The HGH row looks wrong. Its boron phosphide crystal is the smallest of the five, 0.7 % below the volume that the JTH potential gives at the same cutoff, and yet it is not the stiffest. A crystal squeezed to a smaller volume ought to resist further squeezing more strongly. PseudoDojo lies between HGH and the three JTH rows, and within the JTH potential the volumes shrink steadily as the cutoff rises.

ABINIT plane-wave DFT with the LDA functional for boron phosphide (F-43m, 2-atom cell), no spin polarisation, 10×10×10 k mesh, Fermi-Dirac smearing of 0.05 eV. The basis column gives the plane-wave cutoff. Volume, bulk modulus and its pressure derivative (the slope) come from a Birch-Murnaghan fit to static-lattice energies at seven volumes.

```
                          potentials    basis  equilibrium volume (Å³/atom)  bulk modulus (GPa)  bulk modulus slope
                             HGH LDA   707 eV                        11.236              174.50               3.850
PseudoDojo NC SR LDA v0.4.1 standard  1034 eV                        11.294              174.70               3.760
                    JTH PAW LDA v2.0   707 eV                        11.319              175.90               3.800
                    JTH PAW LDA v2.0   544 eV                        11.327              176.10               3.790
                    JTH PAW LDA v2.0   408 eV                        11.355              175.70               3.710
```

All five runs treat the same crystal with the same functional, so the differences come from the potential that stands in for each atomic core and from the number of plane waves that describe the valence electrons. To separate the two, take JTH at 707 eV as the zero. It is a convenient zero and carries no claim to be the most accurate row. Let D(V) be the energy of another run less the energy of this one, at the same volume V per atom.

A weight hanging on a spring shows what D can do. Measuring its height from another floor changes every energy by the same amount and leaves the rest position alone, while a steady extra pull moves it by the pull divided by the stiffness. For the crystal, the energy near the minimum V₀ is a parabola whose curvature is B/V₀, with B the bulk modulus. Adding D and looking for the new minimum gives the shift

ΔV = −(V₀/B) · dD/dV

Only the slope of D counts. PseudoDojo differs from JTH by more than 4 eV per atom in total energy, an offset that belongs to the construction of the potentials, and its volume moves by a mere 0.2 %. Applied to the four other runs, the rule gives each shift to within 0.004 Å³/atom. The slopes come from the same energies as the tabulated minima, so this agreement confirms the bookkeeping and leaves the origin of each slope to be explained.

For the JTH runs at lower cutoff, D is the energy lost through the shorter basis, relative to 707 eV. Two limiting cases show how it can depend on volume. If the orbitals kept their atomic shape whatever the volume, a given cutoff would miss the same energy in every cell, and the minimum would stay put. If the orbitals shrank in step with the cell, compression would make them sharper while the cutoff stayed the same, so small cells would lose more energy than large ones and the minimum would move outwards.

The energies depart from the first of these limits. At 408 eV the loss is 19 meV/atom in the smallest cell and 15 meV/atom in the largest, which corresponds to D falling roughly as 1/Vⁿ with n = 2.1. The slope of such a function is −nD/V, and the rule becomes

ΔV = nD/B

Near the minimum D is 17.8 meV/atom, and B = 175.9 GPa is 1.10 eV/Å³ (1 eV/Å³ is 160.2 GPa). The estimate is therefore

ΔV = 2.1 × 0.0178 eV / (1.10 eV/Å³) = 0.034 Å³/atom

The table has 0.036. The power n was read from the energies of this very run, so the worked row is no independent test. A loss that merely followed the mean electron density, with n = 1, would give 0.016, less than half of the shift. This fits the idea that compression also sharpens the orbitals, although the energies alone do not show their shape.

The run at 544 eV gives a somewhat stricter test. If n stays the same, the shift must be proportional to the energy loss, which is five times smaller here than at 408 eV. Scaling the 408 eV shift by this ratio predicts 0.007 Å³/atom, and the table has 0.008. The volume at 544 eV did not enter the prediction, though its energy loss did. For other cutoffs in this range, the energy loss should thus tell roughly how far the volume will be off.

The computed pressure shows the same competition from the other side. It is the response of the energy with the set of plane waves held fixed, and those waves stretch and shrink with the cell. For orbitals that scale with the cell this pressure would be nearly right and the energy curve wrong; for orbitals of fixed atomic shape it would be the reverse. The gap between the two answers is the effect of the Pulay stress.

At 544 eV the pressure vanishes at 11.310 Å³/atom, while the energy has its minimum at 11.327. The better converged energy minimum at 707 eV, 11.319, lies about midway. The two errors thus have opposite signs, as they should when the orbitals follow the cell only in part, and here they happen to be of similar size. The fall of energy with cutoff gives a rough estimate of the gap: 0.030 Å³/atom from the drop between 408 and 544 eV, and 0.008 from the drop between 544 and 707 eV. The 0.017 found lies between the two.

The same gap serves as a gauge of what the basis still lacks. For JTH at 707 eV and for PseudoDojo it has closed to 0.003 and 0.004 Å³/atom. Their volumes differ by 0.025, several times more. That difference therefore belongs mainly to the potentials, and a higher cutoff should leave most of it in place.

Now the HGH row can be read. Its D rises by 9.5 meV/atom from the smallest cell to the largest, which acts as an inward pull and makes the crystal small. Were this pull constant, it would act like an applied pressure. With the tabulated slope of the modulus, 3.80 for JTH at 707 eV, the crystal would then stiffen to

175.9 + 3.80 × 175.9 × 0.083/11.319 = 180.8 GPa

The table has 174.5 GPa. The picture of a constant pull fails because D climbs more steeply in small cells than in large ones. A pull that weakens as the cell opens takes away part of the restoring force, and so the crystal is smaller without being stiffer. Here the weight on the spring ceases to be a good guide, since its extra pull is the same at every height.

Why HGH pulls inwards is less certain. These potentials lack the nonlinear core correction, which accounts for the overlap of core and valence density in the exchange-correlation energy. This overlap changes on compression, so the omission may supply the slope, but that is a guess. The HGH energies also scatter most about their fitted curve, a sign that the basis may be unfinished. If its basis error acts as in the JTH runs, a higher cutoff would make the HGH cell smaller still.

For practical use, small differences in volume are best taken between runs that share the potential and the cutoff. Changing the potential moves the volume here by up to 0.7 %, and lowering the JTH cutoff to 408 eV moves it by 0.3 %. The bulk moduli of all five runs agree within 1 %, a spread much like that of the volumes, and their small ups and downs along the JTH series are too slight to interpret. The output below gives the energy differences, the shifts derived from them and the estimates for the pressure.

Printed output of the fit:

```
Shift of the volume against JTH at 707 eV:
                                   row  shift in A^3/atom  shift in percent  shift from the energy slope in A^3/atom  modulus in GPa if a constant pressure made the shift
                               HGH LDA             -0.083           -0.7333                                 -0.07956                                                 180.8
  PseudoDojo NC SR LDA v0.4.1 standard             -0.025           -0.2209                                 -0.02462                                                 177.4
                      JTH PAW LDA v2.0                  0                 0                                        0                                                 175.9
                      JTH PAW LDA v2.0              0.008           0.07068                                 0.007193                                                 175.4
                      JTH PAW LDA v2.0              0.036             0.318                                  0.03552                                                 173.8
Energy less that of JTH at 707 eV in meV/atom:
                                   row  smallest cell  near the minimum  largest cell  largest less smallest cell  scatter about the fitted curve in microeV/atom
                               HGH LDA           1519              1522          1528                       9.503                                           22.53
  PseudoDojo NC SR LDA v0.4.1 standard          -4442             -4441         -4439                        2.81                                          0.7212
                      JTH PAW LDA v2.0              0                 0             0                           0                                            0.84
                      JTH PAW LDA v2.0           3.76             3.477         2.865                      -0.895                                           6.286
                      JTH PAW LDA v2.0          19.04             17.78         14.78                      -4.258                                           10.86
JTH 544 eV shift predicted from the 408 eV shift in proportion to the energy error (A^3/atom): 0.007038
Power n of 1/V with which the JTH 408 eV energy error falls: 2.107
JTH 408 eV shift if the energy error went as 1/V (A^3/atom): 0.0162
Zero-pressure volume of JTH at 544 eV (A^3/atom): 11.31
Energy minimum less zero-pressure volume, JTH 544 eV (A^3/atom): 0.01725
Energy minimum less zero-pressure volume, JTH 707 eV (A^3/atom): 0.002847
Energy minimum less zero-pressure volume, PseudoDojo (A^3/atom): 0.003583
Pulay estimate of that difference at 544 eV, from the energy drop 408 to 544 eV (A^3/atom): 0.0302
Pulay estimate of that difference at 544 eV, from the energy drop 544 to 707 eV (A^3/atom): 0.008046
Pulay estimate of that difference at 544 eV, geometric mean of the two (A^3/atom): 0.01559
```
